Dear colleague,

The quenching curve of your Sr₂SiO₄:Eu²⁺ phosphor can be understood with one excited level, and the places where the usual formula needs care with two. I solve both cases here and put numbers to them.

**One excited level**

Let n be the population of the relaxed 4f⁶5d state of Eu²⁺. It decays radiatively to 4f⁷ at the rate Γr = 1/τr, and without light at a thermally activated rate

Γi = G₀ exp(−ΔE/kT).   (1)

Mott and Seitz had in mind a crossing of the excited and ground potential curves. For Eu²⁺ I follow Dorenbos (2005) and read ΔE as the gap between the relaxed 5d level and the bottom of the conduction band, so that Γi is a thermal ionisation rate. The algebra is the same in both readings. With weak pumping at a rate f, dn/dt = f − (Γr + Γi)n. After a pulse n decays as exp(−t/τ) with 1/τ = Γr + Γi. Under steady light n = fτ, and the yield, photons emitted per 5d excitation, is η = Γr n/f = τ/τr. Hence

η = τ/τr = 1/[1 + A exp(−ΔE/kT)],  A = G₀τr.   (2)

Half quenching means Γi = Γr, that is A exp(−ΔE/kT) = 1, so

T₅₀ = ΔE/(k ln A).   (3)

This needs A > 1, since η never falls below 1/(1 + A). If a temperature-independent loss Γ₀ is also present, write τ₀ = 1/(Γr + Γ₀). Then τ/τ₀ and η/η₀, with η₀ = τ₀/τr, obey (2) with A = G₀τ₀, and T₅₀ refers to half the low-temperature value.

The curve holds a second piece of information. Differentiating (2) gives dη/dT = −η(1 − η)ΔE/kT², and at T₅₀, where η(1 − η) = 1/4 and ΔE/kT = ln A,

dη/dT = −ln A/(4T₅₀).   (4)

The position of the step fixes ΔE/ln A and its steepness fixes ln A.

**Numbers**

I take τr = 0.7 μs, typical of Eu²⁺ emitting in the green to yellow, so Γr = 1.43 μs⁻¹. For G₀ I take a high lattice frequency: a silicate stretch of approximately 1000 cm⁻¹ corresponds to 3.0 × 10¹³ s⁻¹, and I use 3 × 10¹³ s⁻¹. Then A = 2.1 × 10⁷ and ln A = 16.86, and (3) reads T₅₀ = 688 K per eV of barrier. This phosphor typically loses half its light near 400 K, and I choose ΔE = 0.58 eV to reproduce that, so the model's T₅₀ below is an input in disguise and tests nothing. With k = 8.617 × 10⁻⁵ eV/K, ΔE/k = 6731 K and T₅₀ = 399 K. The slope (4) is −0.0106 K⁻¹. The yield is 0.9 and 0.1 where A exp(−ΔE/kT) = 1/9 and 9, at T = ΔE/[k(ln A ± ln 9)] = 353 K and 459 K, a span of 106 K. The last column of the table belongs to the next section.

T (K)   Γi/Γr    η       τ (ns)   η (p = 0.9)
300     0.0038   0.996   697      1.000
350     0.093    0.915   640      0.991
400     1.03     0.492   344      0.906
450     6.71     0.130   91       0.599
500     29.9     0.032   23       0.250

**Two levels: the electron may come back**

Ionisation is not yet loss. It leaves Eu³⁺ and an electron, and capture of that electron into the 5d state of an Eu³⁺ ion restores the emitter. Add a second population m for the ionised state. It empties at a total rate S: a fraction p returns to 5d, and a fraction 1 − p ends in the ground state without light, for instance by way of a defect. I treat both as first-order processes, which holds when the densities of capturing centres are not changed by the excitation. Then

dn/dt = f − (Γr + Γi)n + pS m
dm/dt = Γi n − S m.   (5)

In the steady state S m = Γi n, and the first line gives f = Kn with

K = Γr + (1 − p)Γi,
η = Γr/K = 1/[1 + (1 − p)G₀τr exp(−ΔE/kT)].   (6)

The rate S has dropped out. For constant p the yield has exactly the Mott-Seitz form with the true barrier and with A = (1 − p)G₀τr, and

T₅₀ = ΔE/{k ln[(1 − p)G₀τr]}.   (7)

If you pump the ionised state instead of the 5d state, a fraction p of the excitation reaches 5d, the yield is p times (6), and the normalised curve is unchanged. For an illustrative p = 0.9, ln A drops to 14.56 and the model's T₅₀ rises to 462 K, by 63 K, with the level scheme untouched.

Now the decay. Set f = 0, n(0) = 1, m(0) = 0 and take Laplace transforms of (5). The second line gives m̃ = Γi ñ/(s + S), and the first then gives

ñ(s) = (s + S)/[(s + Γr + Γi)(s + S) − pΓiS].   (8)

The denominator is (s + λ₊)(s + λ₋) with

λ± = ½{Γr + Γi + S ± √[(Γr + Γi − S)² + 4pΓiS]},   (9)

so that λ₊λ₋ = KS, and the residues of (8) give

n(t) = a₊ exp(−λ₊t) + a₋ exp(−λ₋t),
a₊ = (λ₊ − S)/(λ₊ − λ₋),  a₋ = (S − λ₋)/(λ₊ − λ₋).   (10)

The emitted intensity is Γr n(t). For 0 < p < 1 it is biexponential, and three different "lifetimes" can be drawn from it, all in closed form.

(a) The initial slope, from (5) at t = 0, gives τ_init = 1/(Γr + Γi). It follows (2) with the full G₀ and knows nothing of p.

(b) The area under the curve divided by its initial height is ñ(0) = S/(KS) = 1/K. Thus τ_area/τr = η exactly, for any p and S.

(c) The mean emission time is ⟨t⟩ = −d ln ñ/ds at s = 0, which is −1/S + (Γr + Γi + S)/(KS) = (1 + pΓi/S)/K.

For p = 0 the roots are Γr + Γi and S, the second has zero amplitude in n(t), and (a), (b) and (c) coincide with (2). That is the exact home of the statement that yield and lifetime fall together.

Take 450 K and p = 0.9, where Γi = 9.58 μs⁻¹, K = 2.39 μs⁻¹, 1/K = 419 ns and τ_init = 91 ns. Two illustrative values of S bracket the behaviour.

Fast return, S = 10⁴ μs⁻¹, as for an electron that stays in the band for 0.1 ns. The root equation (Γr + Γi − λ)(S − λ) = pΓiS, expanded in 1/S, gives λ₋ ≈ K(1 − pΓi/S), and the correction is 8.6 × 10⁻⁴. From (9) and (10), 1/λ₋ = 419 ns with a₋ = 0.999. The fast component is over in about 0.1 ns and has almost no amplitude. You see one exponential, lifetime and yield both stand at 0.60 of their cold values, and nothing in the kinetics tells you that G₀ has been replaced by (1 − p)G₀.

Slow return, S = 0.1 μs⁻¹. This idealises a crystal in which every ionised electron is first parked in a shallow trap for 10 μs and then divides in the ratio p : (1 − p). S is then itself activated, which leaves (6) alone. Now λ₊ = 11.09 μs⁻¹ and λ₋ = 0.0215 μs⁻¹, that is 90 ns and 46 μs, with a₊ = 0.993 and a₋ = 0.0071. The tail is below one per cent in amplitude, yet its area a₋/λ₋ = 0.329 μs is 79 per cent of the total 0.419 μs, and ⟨t⟩ = 37 μs. A fit over a window of a microsecond returns about 90 ns, or 0.13 of τr, while the steady-state yield is 0.60. The fitted lifetime halves near 399 K and the yield at 462 K. A tail this weak is easily subtracted as background, the more so if the pulse period is shorter than 1/λ₋ and successive tails pile up into a flat offset.

So the general statement comes out as follows. The yield obeys the Mott-Seitz law exactly in both models, provided that A is understood as (1 − p)G₀τr. The lifetime obeys the same law when p = 0, when pΓi ≪ S and Γr + Γi ≪ S, or when it is defined by the area (b). A lifetime that quenches at a lower temperature than the yield points to delayed recapture, and at any one temperature (a) and (b) together give p, since 1/τ_init − 1/τ_area = pΓi and Γi = 1/τ_init − Γr.

**What the model leaves out, and how much it matters**

The prefactor. Reading ΔE = kT₅₀ ln A from T₅₀ alone, a factor of ten in A moves ΔE by kT₅₀ ln 10 = 0.079 eV at 400 K. Neither G₀ nor 1 − p is known in advance to better than that, so a barrier obtained in this way deserves one decimal, or two with that bar attached.

Its temperature dependence. For emission into a band, detailed balance gives G₀ = C N/g, where C is the capture coefficient (cm³ s⁻¹), N = 2(2πm*kT/h²)^(3/2) is the effective density of states including spin, and g is the ratio of the degeneracies of the centre with and without the carrier. So G₀ ∝ T^ν, with ν = 3/2 for constant C and ν = 2 for a constant cross-section, where C carries the thermal velocity. An Arrhenius plot of 1/η − 1 then has the local slope −d ln(Γi)/d(1/kT) = ΔE + νkT. For ν = 2 at 400 K the excess is 0.069 eV, 12 per cent of the barrier used above. The half point is still closed. With θ = ΔE/k and A(T) = A₁(T/T₁)^ν, set u = θ/(νT); the condition A(T) exp(−θ/T) = 1 becomes u exp(u) = θA₁^(1/ν)/(νT₁), so

T₅₀ = θ/{ν W[θA₁^(1/ν)/(νT₁)]},   (11)

with W the principal branch of the Lambert function, W(z) exp W(z) = z.

The radiative lifetime. The 4f⁶5d configuration has many close levels whose thermal population can make τr depend on T. An assumed lengthening by 30 per cent moves T₅₀ from 399 K to 393 K, which is small, but then η = τ/τr(T) and the measured lifetime no longer tracks the yield point by point. Raw intensity is also not yield, because absorption at the pump wavelength changes with temperature.

The two Sr sites. Sr₂SiO₄ has two Sr sites and Eu²⁺ emits from both. Suppose you collect equal cold intensities from two independent centres with the same A and barriers ΔE ± δ. The mean yield is 1/2 when the product of the two ratios Γi/Γr is 1, which is T₅₀ of the mean barrier. There both centres have η(1 − η) = 1/[4 cosh²(δ/2kT₅₀)] and the barriers average to ΔE, so the slope (4) is reduced by 1/cosh²(δ/2kT₅₀). For an illustrative δ = 0.025 eV the separate half points lie 34 K apart and the factor is 0.879. A one-centre reading of position and slope then returns ln A = 14.82 and ΔE = 0.51 eV, with A too small by a factor of 7.7. This is as large as the effect of p = 0.9 on ln A, so a shallow step proves recapture only if the two bands have been separated spectrally. Energy transfer between the sites would couple them further. Remember also that undoped Sr₂SiO₄ changes from the monoclinic β to the orthorhombic α′ form at approximately 360 K, inside the quenching range; unless your composition holds one phase throughout, ΔE need not be the same on both sides.

**The same model in the pump chip**

Equations (5) to (11) apply with holes in place of electrons to the yellow band of n-type GaN, commonly assigned to a carbon acceptor on the nitrogen site. A hole bound at the acceptor recombines radiatively with a free electron in a time τr, or is thermally emitted to the valence band, where a fraction p is recaptured by such acceptors and the rest goes to other channels. Above-gap light pumps the band, the case noted after (7). As approximate inputs take ΔE = 0.9 eV, C = 4 × 10⁻⁷ cm³ s⁻¹ independent of T, g = 2, a hole mass of 0.8 mₑ, τr = 100 μs for a free-electron density of the order of 10¹⁷ cm⁻³, and p ≪ 1. At T₁ = 300 K, N = 1.80 × 10¹⁹ cm⁻³, G₀ = 3.6 × 10¹² s⁻¹, A₁ = 3.6 × 10⁸ and ln A₁ = 19.70. Equation (3) with the prefactor frozen at 300 K gives 530 K, and (11) with ν = 3/2 gives the model's T₅₀ = 510 K. Here τr is inversely proportional to the electron density, so T₅₀ moves with doping at a fixed level position, which is the cleanest reminder that (3) measures a competition of rates and not an energy alone.

For the silicate, the measurement that decides between these readings is a pair of curves taken on one emission band: the steady-state yield, corrected for absorption, and the decay recorded with a pulse period long enough for any tail to die out. If τ_init/τr and η coincide, recapture is absent or faster than you resolve, and (3) and (4) give ΔE + νkT and an effective A. If τ_init falls first, fit ΔE and G₀ to τ_init and take p from the gap between the two curves.